\section*{The Aharonov--Anandan phase, worked through for a 1s--2p superposition in hydrogen}

A quantum state that returns to itself after a time $T$ may return with a changed phase. Aharonov and Anandan (1987) showed that this phase splits into a part fixed by the mean energy and a part fixed by the closed path of the state alone, with no adiabatic assumption. At each \textbf{Predict}, write down your answer before reading on.

\subsection*{Premises and conventions}

\begin{enumerate}
\item The state obeys $i\hbar\,|\dot\psi\rangle = H(t)|\psi\rangle$ with $H(t)$ Hermitian. The vector $|\psi(t)\rangle$ is normalised and differentiable in $t$ (piecewise suffices), and $\langle H\rangle=\langle\psi|H|\psi\rangle$ is finite.
\item The physical state is the ray, the set of vectors $e^{i\alpha}|\psi\rangle$, represented by the projector $P=|\psi\rangle\langle\psi|$.
\item The evolution is cyclic, $P(T)=P(0)$, so the rays trace a closed curve $C$. Two unit vectors with the same projector differ by a phase factor:
\begin{equation}
|\psi(T)\rangle=e^{i\phi}|\psi(0)\rangle ,\qquad \phi \text{ real, defined modulo } 2\pi. \label{cyc}
\end{equation}
\end{enumerate}
$H(T)$ need not equal $H(0)$, and $|\psi\rangle$ need not be an eigenstate of $H$.

\textbf{Predict.} Add a constant $E_0$ to $H$. Which of $P(t)$ and $\phi$ changes?

\textbf{Answer.} The solution gains the factor $e^{-iE_0t/\hbar}$. It cancels in $P(t)$ and shifts $\phi$ by $-E_0T/\hbar$. So $\phi$ is not a property of $C$, and something must be subtracted from it.

\subsection*{Step 1: a single-valued vector along the curve}

Choose any real differentiable $f(t)$ with $f(T)-f(0)=\phi$, for instance $f=\phi t/T$, and define
\begin{equation}
|u(t)\rangle=e^{-if(t)}|\psi(t)\rangle . \label{u}
\end{equation}
By \eqref{cyc}, $|u(T)\rangle=e^{-if(0)-i\phi}e^{i\phi}|\psi(0)\rangle=|u(0)\rangle$. The vector $u$ lies on the same rays as $\psi$ and closes on itself.

\subsection*{Step 2: insert it in the Schr\"odinger equation}

\textbf{Predict.} Project the equation on $\langle\psi|$ and use $|\psi\rangle=e^{if}|u\rangle$. What is $\dot f$?

\textbf{Answer.} The product rule gives $|\dot\psi\rangle=e^{if}\,(i\dot f|u\rangle+|\dot u\rangle)$. With $\langle\psi|=e^{-if}\langle u|$ and $\langle u|u\rangle=1$,
\begin{equation}
\frac{\langle H\rangle}{\hbar}=i\langle\psi|\dot\psi\rangle=-\dot f+i\langle u|\dot u\rangle .
\end{equation}
The last term is real, because $\frac{d}{dt}\langle u|u\rangle=2\,\mathrm{Re}\langle u|\dot u\rangle=0$. Solve for $\dot f$ and integrate from $0$ to $T$; the left side gives $\phi$. The total phase is then $\phi=\gamma_d+\beta$, with the dynamical phase $\gamma_d=-\hbar^{-1}\int_0^T\langle H\rangle\,dt$ and
\begin{equation}
\beta=\phi+\frac1\hbar\int_0^T\langle H\rangle\,dt=i\int_0^T\langle u|\dot u\rangle\,dt=i\oint_C\langle u|du\rangle . \label{AA}
\end{equation}
The shift $E_0$ changes $\phi$ by $-E_0T/\hbar$ and the energy integral by $+E_0T/\hbar$, and leaves $\beta$ alone.

\subsection*{Step 3: $\beta$ depends on the curve alone}

Three things could still enter: the choice of $u$, the speed along $C$, and the Hamiltonian.

\textbf{Predict.} Replace $u$ by $u'=e^{i\alpha(t)}u$, also single valued. By how much can $\beta$ change?

\textbf{Answer.} The same product rule gives $i\langle u'|\dot u'\rangle=i\langle u|\dot u\rangle-\dot\alpha$. Single-valuedness requires $\alpha(T)-\alpha(0)=2\pi n$ with integer $n$, so $\beta'=\beta-2\pi n$. The invariant is $e^{i\beta}$, and every statement about $\beta$ holds modulo $2\pi$, as for $\phi$.

\emph{Speed.} For an increasing reparametrisation $t=t(s)$, the chain rule gives $\langle u|\partial_s u\rangle\,ds=\langle u|\dot u\rangle\,dt$, so the integral is unchanged. Running $C$ backwards reverses the sign of $\beta$.

\emph{Hamiltonian.} Let another $H'$ drive a state round the same $C$ in the same sense. Steps 1 and 2 yield a single-valued $u'$ on the same rays, which differs from $u$ by a phase and a reparametrisation only, so $e^{i\beta'}=e^{i\beta}$. One such Hamiltonian is $H'=H-\langle H\rangle(t)$. For it $\gamma_d=0$, the state obeys $\langle\psi'|\dot\psi'\rangle=0$ (parallel transport), and the whole phase at return is $\beta$.

The dependence on rays can be made explicit. Divide the period into $N$ steps $\Delta t=T/N$, with $u_k=u(k\Delta t)$ and $u_N=u_0$. Then $\langle u_k|u_{k+1}\rangle=\exp[\langle u|\dot u\rangle\Delta t+O(\Delta t^2)]$, and the $N$ remainders add up to $O(1/N)$. The product of overlaps tends to $\exp\oint\langle u|du\rangle=e^{-i\beta}$, so
\begin{equation}
\beta=-\lim_{N\to\infty}\arg\prod_{k=0}^{N-1}\langle u_k|u_{k+1}\rangle=-\lim_{N\to\infty}\arg\mathrm{Tr}\,(P_0P_1\cdots P_{N-1}). \label{barg}
\end{equation}
Each vector occurs once as a bra and once as a ket, so only projectors remain. The trace is a Bargmann invariant.

\subsection*{Step 4: two levels and the solid angle}

For a spin $1/2$, or any two levels labelled $\uparrow,\downarrow$, a ray is a point on the Bloch sphere. Take
\begin{equation}
|u\rangle=\cos\tfrac\theta2\,|{\uparrow}\rangle+e^{i\chi}\sin\tfrac\theta2\,|{\downarrow}\rangle ,\qquad
\langle\boldsymbol\sigma\rangle=(\sin\theta\cos\chi,\ \sin\theta\sin\chi,\ \cos\theta), \label{bloch}
\end{equation}
with the standard Pauli matrices. This vector is unchanged by $\chi\to\chi+2\pi$ and is single valued everywhere except at the south pole $\theta=\pi$.

\textbf{Predict.} Does a step along a meridian, $d\chi=0$, contribute to $i\langle u|du\rangle$?

\textbf{Answer.} No. The $d\theta$ terms are $\frac12(-\cos\frac\theta2\sin\frac\theta2+\sin\frac\theta2\cos\frac\theta2)\,d\theta=0$. The $d\chi$ term of $\langle u|du\rangle$ is $i\sin^2\frac\theta2\,d\chi$, so
\begin{equation}
\beta=-\oint\sin^2\tfrac\theta2\,d\chi=-\frac12\oint(1-\cos\theta)\,d\chi=-\frac\Omega2 . \label{solid}
\end{equation}
The last step is Stokes' theorem. The form $(1-\cos\theta)\,d\chi$ is smooth away from the south pole and its derivative is the area element $\sin\theta\,d\theta\,d\chi$. Hence $\Omega$ is the solid angle of the region bounded by $C$ that avoids the south pole, counted positive when $C$ runs anticlockwise round it as seen from outside the sphere. The complementary region would change $\Omega$ by $4\pi$ and $\beta$ by $2\pi$.

Test this on precession, $H=\frac12\hbar\omega_0\sigma_z$ with $\omega_0>0$:
\begin{equation}
|\psi(t)\rangle=e^{-i\omega_0t/2}\left[\cos\tfrac\theta2|{\uparrow}\rangle+e^{i\omega_0t}\sin\tfrac\theta2|{\downarrow}\rangle\right].
\end{equation}
The bracket is $u$ with $\chi=\omega_0t$, and the prefactor gives $f=-\omega_0t/2$. At $T=2\pi/\omega_0$ this means $\phi=-\pi$. With $\langle H\rangle=\frac12\hbar\omega_0\cos\theta$ the energy integral in \eqref{AA} is $\pi\cos\theta$, and
\begin{equation}
\beta=-\pi(1-\cos\theta)=-\frac\Omega2,\qquad\Omega=2\pi(1-\cos\theta). \label{spin}
\end{equation}
The sign belongs to anticlockwise precession about the axis from which $\theta$ is measured, which occurs when $\uparrow$ is the upper level. If $\uparrow$ is the lower level, $\chi$ decreases, $\Omega$ is negative and $\beta=+\pi(1-\cos\theta)$.

\subsection*{Step 5: hydrogen}

Take the non-relativistic Coulomb Hamiltonian of the relative motion, with reduced mass $\mu$. Use atomic units scaled by $\mu$: energy $E_\mu=(\mu/m_e)E_h$, length $a_\mu=(m_e/\mu)a_0$, time $\hbar/E_\mu$. The levels are $E_n=-1/(2n^2)$, and with the Condon--Shortley sign
\begin{equation}
\psi_{1s}=\frac{e^{-r}}{\sqrt\pi},\qquad \psi_{2p_{+1}}=-\frac{r\,e^{-r/2}}{8\sqrt\pi}\sin\vartheta\,e^{i\varphi},
\end{equation}
where $\vartheta,\varphi$ are angles in real space. Prepare the atom with 2p population $p$, $0<p<1$, and let it evolve with no field:
\begin{equation}
|\psi(t)\rangle=e^{-iE_1t}\left[\sqrt{1-p}\,|1s\rangle+\sqrt p\,e^{-i\omega t}|2p_{+1}\rangle\right],\qquad\omega=E_2-E_1=\tfrac38 . \label{Hpsi}
\end{equation}
The ray first recurs after the Bohr period of the transition, $T=2\pi/\omega=16\pi/3$, that is $h/(E_2-E_1)$. It is not the orbital period of the first Bohr orbit, which is $2\pi$ in these units.

\textbf{Predict.} Find $\phi$, $\gamma_d$ and $\beta$. Which of them depend on $p$?

\textbf{Answer.} The bracket in \eqref{Hpsi} is single valued, so it is $u$, with $f=-E_1t$. Then $\phi=-E_1T$, independent of $p$. The mean energy is $E_1+p\omega$, so $\gamma_d=-E_1T-2\pi p$. Both forms of \eqref{AA} give the same value, the second through $i\langle u|\dot u\rangle=i\,p\,(-i\omega)=p\omega$:
\begin{equation}
\beta=2\pi p\pmod{2\pi}. \label{res}
\end{equation}
No energy appears in it.

\textbf{Predict.} Equation \eqref{spin} has a minus sign and \eqref{res} a plus sign. Are they consistent?

\textbf{Answer.} Yes, in either labelling. With $1s=\uparrow$, comparison with \eqref{bloch} gives $\sin^2(\theta/2)=p$ and $\chi=-\omega t$. The motion is clockwise, $\Omega=-4\pi p$, and $-\Omega/2=2\pi p$. With $2p=\uparrow$ the polar angle $\theta'=\pi-\theta$ has $\sin^2(\theta'/2)=1-p$, the motion is anticlockwise, and \eqref{spin} gives $-2\pi(1-p)$, which is $2\pi p$ less $2\pi$.

For $m=+1$ the curve has a picture in real space. Since $L_z$ has eigenvalue $0$ on 1s and $1$ on $2p_{+1}$, $|u(t)\rangle=e^{-i\omega tL_z}|u(0)\rangle$. The charge cloud rotates rigidly about $z$, once per period, and $\beta=2\pi\langle L_z\rangle$. The matrix element
\begin{equation}
\langle1s|x|2p_{+1}\rangle=-\frac1{8\pi}\int_0^\infty\! r^4e^{-3r/2}dr\int_0^\pi\!\sin^3\vartheta\,d\vartheta\int_0^{2\pi}\!\cos\varphi\,e^{i\varphi}d\varphi=-\frac{128}{243} \label{dip}
\end{equation}
follows from the three integrals $24\,(2/3)^5$, $4/3$ and $\pi$. With $\sin\varphi$ the last integral is $i\pi$, so $\langle1s|y|2p_{+1}\rangle=-128i/243$. The diagonal elements vanish by parity, and
\begin{equation}
(\langle x\rangle,\langle y\rangle)=-2\sqrt{p(1-p)}\,\tfrac{128}{243}\,(\cos\omega t,\ \sin\omega t).
\end{equation}
This rotation is anticlockwise in real space, while the Bloch vector with 1s at the north pole turns clockwise; the two spaces are distinct. For $2p_0$ the dipole oscillates along $z$ and $\langle L_z\rangle=0$, yet \eqref{res} holds unchanged, because its derivation used only two orthogonal stationary states.

\textbf{Predict.} Admix some 3p, with population $p_3$ beside $p_2$ in 2p. Is the motion still cyclic?

\textbf{Answer.} Not after $T$. For stationary states $k$ with populations $p_k$, recurrence at $T'$ needs $(E_k-E_1)T'=2\pi n_k$ with integers $n_k$, and the steps that led to \eqref{res} give $\beta=2\pi\sum_kn_kp_k$. Here $E_3-E_1=4/9$, the frequency ratio is $32/27$, so $T'=27\,T$ and $\beta=2\pi(27p_2+32p_3)$.

\subsection*{Range of validity}

Equation \eqref{AA} is exact for a pure state under Hermitian evolution whose ray returns. It holds at any speed. When $H$ changes slowly round a loop and the state follows a non-degenerate eigenstate, $C$ approaches the loop of eigenrays and $\beta$ approaches the phase of Berry (1984). Mixed states are not covered, and a subspace of dimension above one that returns as a whole acquires a unitary matrix in place of $e^{i\beta}$. An interference experiment gives $\phi$ relative to a reference branch; $\beta$ follows only if $\gamma_d$ is known or made to vanish.

Real hydrogen breaks the premises slightly. To size the effects we need a phase for a curve that nearly closes. For any normalised $u$ along it with non-orthogonal ends, define
\begin{equation}
\beta_{\rm open}=\arg\langle u(0)|u(t)\rangle+i\int_0^t\langle u|\dot u\rangle\,dt' . \label{open}
\end{equation}
Under $u\to e^{i\alpha}u$ the first term gains $\alpha(t)-\alpha(0)$ and the second loses it, so $\beta_{\rm open}$ depends on rays only and reduces to \eqref{AA} when the curve closes. This extension to open paths is due to Samuel and Bhandari (1988).

\textbf{Predict.} Stop the clock at $\omega t=2\pi+\epsilon$. Is the change of $\beta_{\rm open}$ linear in $\epsilon$?

\textbf{Answer.} No. The integral is $p(2\pi+\epsilon)$. The overlap is $1-p+pe^{-i\epsilon}$, and expanding its logarithm gives the argument $-p\epsilon+p(1-p)(1-2p)\epsilon^3/6+O(\epsilon^5)$. The linear terms cancel:
\begin{equation}
\beta_{\rm open}=2\pi p+\tfrac16p(1-p)(1-2p)\,\epsilon^3+O(\epsilon^5). \label{time}
\end{equation}

\emph{Relativistic and radiative shifts.} To order $\alpha^2$ the fine-structure shift is $-(\alpha^2/2n^4)\,[n/(j+\frac12)-\frac34]$ in the present units, with recoil terms of relative order $m_e/m_p$ dropped. With electron spin up, $|2p_{+1}\uparrow\rangle$ is the state $j=m_j=3/2$. With the proton spin also up, each of the two states has the largest projection of total angular momentum in its shell and stays stationary under hyperfine coupling. The shifts $-\alpha^2/8$ (1s) and $-\alpha^2/128$ ($2p_{3/2}$) raise $\omega$ by the fraction $(15\alpha^2/128)/(3/8)=5\alpha^2/16$, and radiative shifts are of higher order in $\alpha$. They alter $T$, not \eqref{res}. Translation acts likewise: the components may carry definite centre-of-mass momenta that differ by a photon momentum and are still two stationary states.

\emph{The $2p_0$ case.} The state $|2p_0\uparrow\rangle$ has weight $2/3$ in $j=3/2$ and $1/3$ in $j=1/2$, split by $\delta=\alpha^2/32$, so $\delta T=\pi\alpha^2/6$. Measure $\omega$ to the weighted mean of the two levels, which then lie at $+\delta/3$ and $-2\delta/3$. The overlap at $T$ is $1-p+\frac{2p}3e^{-i\delta T/3}+\frac p3e^{2i\delta T/3}$. Its argument vanishes up to third order in $\delta T$, and the return probability falls short of one by $\frac29p\,(\delta T)^2$.

\emph{Spontaneous emission.} The electric-dipole rate is $A=\frac43\alpha^3\omega^3|\langle1s|\mathbf r|2p\rangle|^2$. From \eqref{dip} and its $y$ partner, $|\langle1s|\mathbf r|2p\rangle|^2=2(128/243)^2=2^{15}/3^{10}$, so $A=(2/3)^8\alpha^3$. A photon is emitted within one period with probability $pAT$ to first order. If none is emitted, the 2p amplitude has decayed as $e^{-At/2}$, and the normalised state has population $p(t)=pe^{-At}/(1-p+pe^{-At})$. The overlap of the ends is real and positive at $T$, and $i\langle u|\dot u\rangle=\omega p(t)$ since meridian steps add nothing. The integral is elementary:
\begin{equation}
\beta_{\rm open}=-\frac{\omega}{A}\ln\!\left(1-p+pe^{-AT}\right)=2\pi p-\pi p(1-p)\,AT+O\!\left((AT)^2\right). \label{decay}
\end{equation}
Unlike the timing offset, this correction is of first order.

\subsection*{Numerical illustration}

With $m_p/m_e=1836.15$, $\mu/m_e=0.999456$. From $E_h=27.2114$ eV the units are $E_\mu=27.197$ eV and $\hbar/E_\mu=24.202$ as. Then $\hbar\omega=10.199$ eV and $T=16.755\,\hbar/E_\mu=405.5$ as. The three-level recurrence $27\,T$ would take $10.95$ fs.

Assume $p=1/4$, so that $\theta=60^\circ$ from the 1s pole. With the zero of energy at the ionisation limit, $\langle H\rangle=-\frac34\cdot\frac12-\frac14\cdot\frac18=-\frac{13}{32}$, or $-11.05$ eV. The centre of the electron cloud circles the proton at $(\sqrt3/2)(128/243)=0.456\,a_\mu$.

\textbf{Predict.} Fill in $\phi=-E_1T$ and $\gamma_d=-\langle H\rangle T$ for four zeros of energy.

\begin{center}
\begin{tabular}{lccc}
zero of energy & $\phi$ & $\gamma_d$ & $\beta=\phi-\gamma_d$\\ \hline
ionisation limit & $8\pi/3$ & $13\pi/6$ & $\pi/2$\\
1s level & $0$ & $-\pi/2$ & $\pi/2$\\
midway between the levels & $\pi$ & $\pi/2$ & $\pi/2$\\
mean energy $\langle H\rangle$ & $\pi/2$ & $0$ & $\pi/2$
\end{tabular}
\end{center}

In the first row $\phi=8.378$ rad and $\gamma_d=6.807$ rad leave $\beta=1.571$ rad. The solid angle is $\Omega=-\pi$ about the 1s pole. About the 2p pole, $\theta'=120^\circ$, $\Omega=3\pi$ and $-\Omega/2=-3\pi/2$, the same phase. The product \eqref{barg} with $N=12$ has twelve equal overlaps $\frac34+\frac14e^{-i\pi/6}$ and gives $1.543$ rad, short of the limit by a term that falls as $1/N^2$.

The corrections follow with $\alpha=1/137.036$. The relativistic change of $\omega$ is $1.7\times10^{-5}$ in relative terms and leaves the four figures of $T$ intact. A timing offset of one per cent, $\epsilon=0.0628$, moves $\beta_{\rm open}$ by $3.9\times10^{-6}$ rad according to \eqref{time}. For $2p_0$, $\delta T=2.79\times10^{-5}$ and the return probability is short of one by $4.3\times10^{-11}$. The dipole rate gives $AT=2.54\times10^{-7}$, a lifetime $1/A=1.60$ ns, an emission probability of $6.4\times10^{-8}$ per period and, from \eqref{decay}, a shift of $-1.5\times10^{-7}$ rad. For the assumed population the model's geometric phase over one Bohr period is thus $\beta=\pi/2$. It is set by the preparation through $\beta=2\pi p$, not by any constant of the atom, and an uncertainty $\Delta p$ in the population enters it in full as $2\pi\,\Delta p$.